Eight sets of muonic X-ray lines are to be matched with eight nuclei, using the line energies alone. Each set comes from the Dirac equation for one negative muon around a finite nucleus, with no electrons, so a species name stands for a nucleus. A label such as 6h11/2 5g9/2 names the upper and the lower level.

Muonic X-ray transition energies from the Radial Dirac-Fock and Kohn-Sham solver 3: Dirac equation for a negative muon with reduced mass, a spherical finite nucleus and the Uehling potential. Nuclear polarisation, deformation, self-energy and electron screening are left out. Each line is labelled by its upper, then its lower level. Candidates: Pt, Te, Ce, Ne, Rb, Cr, Ti, He.

```
row  line energy (3d5/2 2p3/2) (keV)  line energy (3d3/2 2p1/2) (keV)  line energy (4f7/2 3d5/2) (keV)  line energy (6h11/2 5g9/2) (keV)
  A                           226.23                           228.96                           78.935                            19.789
  B                           1309.8                           1373.1                           465.72                            116.24
  C                           539.11                           553.18                           188.33                            47.144
  D                           1.5067                           1.5068                           0.5272                           0.13255
  E                           38.976                           39.060                           13.616                            3.4197
  F                           189.96                           191.90                           66.286                            16.622
  G                           2273.5                           2407.6                           847.31                            210.96
  H                           1058.7                           1103.8                           373.66                            93.344
```

All four lines rise in the same order, D, E, F, A, C, H, B, G. That order already pairs the rows with the candidates, but a firmer reading gets the nuclear charge Z from each row by itself. For a muon of reduced mass μ falling from shell n′ to shell n, the Bohr formula gives

E = (μc²/2)(Zα)²(1/n² − 1/n′²), μ = mM/(m + M)

where α is the fine-structure constant, m the muon mass and M the nuclear mass. With M unknown, μ = m is the first try. The 6h–5g line is then 0.034384 Z² keV and the 3d–2p lines are 0.39073 Z² keV.

The choice of line follows from orbit size. The length scale is a = ħ/(Zαμc), and a state with l = n − 1 has mean radius n(n + ½)a, which is 5a for 2p and 27.5a for 5g. The muon is heavy enough for a to fall to a few femtometres at high Z, so a 2p muon overlaps the nucleus while a 5g muon stays far outside and moves more slowly. The 6h–5g line should therefore be the cleanest measure of Z.

Rows D and E. Row D gives 1.96 from all four lines. A shortfall common to every line points to a common factor, and μ is that factor.

0.13255/0.034384 = 3.855, and 3.855/2² = 0.9637 = μ/m
M/m = 0.9637/(1 − 0.9637) ≈ 27

With a muon mass of roughly 0.11 u this is a nucleus of about 3 u, so D is helium, and specifically helium-3. A helium-4 nucleus would put the line at 0.13374 keV, 0.90 % higher than the helium-3 value and far outside the rounding.

Row E reads 9.97 from 6h–5g and is neon. The gap between the two 3d–2p columns confirms this without any mass. It is the 2p fine structure minus the 3d fine structure, and to lowest order for a point nucleus

gap/E = (1/32 − 1/324)/(5/72) × (Zα)² = 0.406 (Zα)²

The gap of 0.084 keV in E returns Z = 10.0. In D the gap is one unit in the last digit and tells nothing.

Rows F, A and C. The closest pair of the set is F and A, read as 21.99 and 23.99, which are titanium and chromium. Their 6h–5g ratio, in which μ nearly cancels, is 1.1905 against (24/22)² = 1.1901. Row C reads 37.03 and is rubidium.

In C the lines begin to disagree, since 3d3/2–2p1/2 gives 37.63 and would round to the next element. Two effects push readings up. Relativity deepens inner levels, 2p1/2 most of all, and vacuum polarisation (the Uehling potential) strengthens the attraction at distances below the electron Compton wavelength, where these orbits lie. For a point nucleus and states with j = n − ½, the Dirac level energy and the density have closed forms.

γ = √(n² − (Zα)²), level energy μc²γ/n, radial density r^(2γ) exp(−2Zr αμc/(nħ))

The Uehling potential is averaged over this density numerically, which gives its first-order shift, and nothing is fitted. Solved for Z with μ = m, this point model puts seven rows 0.022 to 0.028 below an integer and D 0.037 below. That remainder is the reduced mass, about Zm/(2M), which varies little because Z/M varies little among these nuclei. Helium-3 has the largest charge per mass and so stands out.

Rows H, B and G. The 6h–5g line gives 52.10 for H and 58.14 for B, tellurium and cerium. For G, 210.96/0.034384 = 6135, whose root is 78.33, and the point model brings this to 77.98, platinum. Two other lines of G mislead, in opposite directions. The 4f–3d line gives 78.71, because relativity and vacuum polarisation have grown, while 3d5/2–2p3/2 gives √(2273.5/0.39073) = 76.28, which rounds to osmium.

The low reading comes from nuclear size. Inside the charge the attraction is weaker than for a point, so the 2p level is less bound and the line into it loses energy. For a small nucleus the 2p density grows as r⁴/a⁵, which makes the relative loss scale as (R/a)⁴, with R the rms radius. In H this loss, 19 keV against the point model, happens to cancel the upward effects, so its tidy Bohr reading of 52.05 is an accident. The gap fails sooner, giving 34.8 for C and 52.3 for G, because 2p1/2 has a small s-like component at the nucleus and loses more binding than 2p3/2.

All eight elements are sure, since 6h–5g lands on a candidate in each row and the nearest candidates differ by two charge units. Isotopes are less so. Helium-3 and neon-20 are firm; rounding alone leaves F between 47.3 and 48.5 u and lets C be 85 or 86, and a model error of like size would move these windows. For B one mass unit changes the line by about 0.11/140² ≈ 6 ppm, well under its rounding, so the isotope is open.

The rows with their labels:

```
species   Z  mass number  nuclear rms radius (fm)  line energy (3d5/2 2p3/2) (keV)  line energy (3d3/2 2p1/2) (keV)  line energy (4f7/2 3d5/2) (keV)  line energy (6h11/2 5g9/2) (keV)
     He   2            3                    1.966                           1.5067                           1.5068                           0.5272                           0.13255
      N   7           14                    2.558                           19.032                           19.052                           6.6518                            1.6714
     Ne  10           20                    3.006                           38.976                           39.060                           13.616                            3.4197
     Al  13           27                    3.061                           66.030                           66.271                           23.059                            5.7888
      P  15           31                    3.189                           88.013                           88.440                           30.729                            7.7123
     Cl  17           35                    3.365                           113.16                           113.86                           39.503                            9.9118
     Ca  20           40                    3.478                           156.83                           158.16                           54.733                            13.728
     Ti  22           48                    3.592                           189.96                           191.90                           66.286                            16.622
     Cr  24           52                    3.645                           226.23                           228.96                           78.935                            19.789
     Fe  26           56                    3.738                           265.68                           269.40                           92.694                            23.233
     Ni  28           58                    3.776                           308.30                           313.26                           107.56                            26.953
     Ga  31           69                    3.997                           378.18                           385.45                           131.97                            33.060
     As  33           75                    4.097                           428.68                           437.88                           149.64                            37.477
     Br  35           79                    4.163                           482.32                           493.76                           168.42                            42.170
     Rb  37           85                    4.204                           539.11                           553.18                           188.33                            47.144
     Nb  41           93                    4.324                           661.82                           682.21                           231.52                            57.924
     Tc  43           97                    4.411                           727.59                           751.64                           254.80                            63.732
     Rh  45          103                    4.495                           796.27                           824.36                           279.22                            69.822
     Ag  47          107                    4.545                           867.96                           900.55                           304.77                            76.190
     In  49          115                    4.616                           942.35                           979.74                           331.47                            82.840
     Te  52          130                    4.742                           1058.7                           1103.8                           373.66                            93.344
     Xe  54          132                    4.786                           1139.9                           1190.7                           403.20                            100.69
     Ba  56          138                    4.838                           1223.5                           1280.4                           433.89                            108.33
     Ce  58          140                    4.877                           1309.8                           1373.1                           465.72                            116.24
     Pm  61          145                    4.962                           1442.9                           1516.2                           515.62                            128.63
     Eu  63          153                    5.112                           1531.5                           1610.1                           550.31                            137.26
     Tb  65          159                    5.060                           1628.3                           1715.7                           586.20                            146.16
     Ho  67          165                    5.202                           1720.0                           1812.8                           623.18                            155.35
     Yb  70          174                    5.311                           1864.0                           1966.8                           680.83                            169.66
     Hf  72          180                    5.347                           1963.6                           2073.9                           720.72                            179.56
      W  74          184                    5.366                           2065.9                           2184.3                           761.77                            189.74
     Os  76          192                    5.413                           2167.8                           2293.5                           803.95                            200.21
     Pt  78          195                    5.427                           2273.5                           2407.6                           847.31                            210.96
     Tl  81          205                    5.476                           2432.3                           2578.1                           914.47                            227.63
     Bi  83          209                    5.521                           2538.2                           2691.1                           960.64                            239.10
```

The labels are A = Cr, B = Ce, C = Rb, D = He, E = Ne, F = Ti, G = Pt, H = Te. Over all 35 rows the Bohr reading of 6h–5g rounds correctly every time, whereas 3d5/2–2p3/2 and 4f–3d fail from Ho to Bi and 3d3/2–2p1/2 fails from Br to Os. With the reduced mass included, the point model meets 6h–5g within 0.005 % of the model value, about the rounding. Its ingredients are also those of the calculation, so the agreement confirms the reading of the table and is no test of nature.

The level energies of the same calculation show the cause of the 3d5/2–2p3/2 shortfall directly for terbium. Size unbinds 2p3/2 by 68.9 keV and 3d5/2 by 0.3 keV, and the point model overstates the Uehling part by 1.4 keV. Together these give 70.0 keV, the shortfall found.

The (R/a)⁴ law is a small-nucleus limit, and the actual loss grows more slowly. From Cr to Rb it predicts a relative loss 10 times larger where the table shows 8, and from Rb to Pt 55 times where the table shows about 20. Part of this is the fall-off of the density across the nucleus, and part is the muon relaxing outward. A first-order average over the full point-nucleus density covers only the former and overshoots, leaving the Bi line 4.0 % above the corrected model.

That overshoot also allows a check on the charge shape. The method description gives a Fermi skin thickness of 2.3 fm, yet the level shifts favour a Gaussian, the shape used in the first-order model above; the conflict is unresolved. For Cr the calculation unbinds 2p3/2 by 0.111 keV, while first order gives 0.114 keV for a Gaussian and 0.100 keV for a Fermi shape of equal radius. First order should lie above the true shift, and for Cr only the Gaussian value does; Ag leans the same way by a small margin and Tb does not tell the two shapes apart. A Gaussian is a poor shape for heavy nuclei, and nuclear polarisation and the muon's self-energy are left out, so the heavy 3d–2p energies are not precision predictions.

The uneven stretch is Eu, Tb, Ho, where the shortfall steps by 8.4 and then 17.1 keV. The input radius of Tb lies below that of Eu, and the first-order model, fed the same radii, repeats the pattern. These nuclei are deformed and in reality show split multiplets. Electron screening, also left out, acts most on wide orbits, so 6h–5g is cleaner here than in a real target.
